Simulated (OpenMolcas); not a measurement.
**How methods differ on CH4AlIn (SMILES [CH2]1[AlH][InH]1)**

CH4AlIn: 7 atoms, total charge 0, spin state singlet. As SMILES, `[CH2]1[AlH][InH]1`. Geometry: relaxed at PBE0-D4/def2-TZVP.

Each level gives the dipole moment (D). The values are calculated.

| level | kind | program | value (D) | CPU time |
| --- | --- | --- | --- | --- |
| BLYP/def2-SVPD (core potential) | GGA | OpenMolcas | 0.59 | 45 s |
| PBE/def2-SVPD (core potential) | GGA | OpenMolcas | 0.55 | 42 s |
| revPBE/def2-SVPD (core potential) | GGA | OpenMolcas | 0.58 | 41 s |
| TPSS/def2-SVPD (core potential) | meta-GGA | OpenMolcas | 0.60 | 54 s |
| r2SCAN/def2-SVPD (core potential) | meta-GGA | OpenMolcas | 0.56 | 50 s |
| B3LYP/def2-SVPD (core potential) | global hybrid | OpenMolcas | 0.71 | 40 s |
| M06-2X/def2-SVPD (core potential) | hybrid meta-GGA | OpenMolcas | 0.96 | 50 s |
| PBE0/def2-SVPD (core potential) | global hybrid | OpenMolcas | 0.71 | 36 s |

The values span 0.55 to 0.96 D. Magnitudes only. Times are those of the runs behind each value, whatever else they computed, on shared processors of several kinds: orders of magnitude only.

The dipole moment depends mainly on whether the functional is a hybrid. The five semilocal functionals lie between 0.55 and 0.60 D, with no clear separation between GGAs and meta-GGAs, whereas B3LYP and PBE0 both give 0.71 D and M06-2X stands apart at 0.96 D.

Carbon and the hydridic hydrogens are more electronegative than aluminium and indium, so both the metal–carbon and metal–hydrogen bonds are polarised away from the metals. In this ring those contributions point in partly opposing directions, and the modest total is probably the remainder of a substantial cancellation. A slight redistribution of charge can then alter it by a large fraction without any qualitative change in bonding. The step from PBE to PBE0 suggests that exact exchange shifts this balance, though the M06-2X value may equally reflect its different parametrisation.

The close agreement among the semilocal functionals, or between the two global hybrids, shows consistency within each group rather than accuracy, and doesn't establish which value is nearest the true dipole.
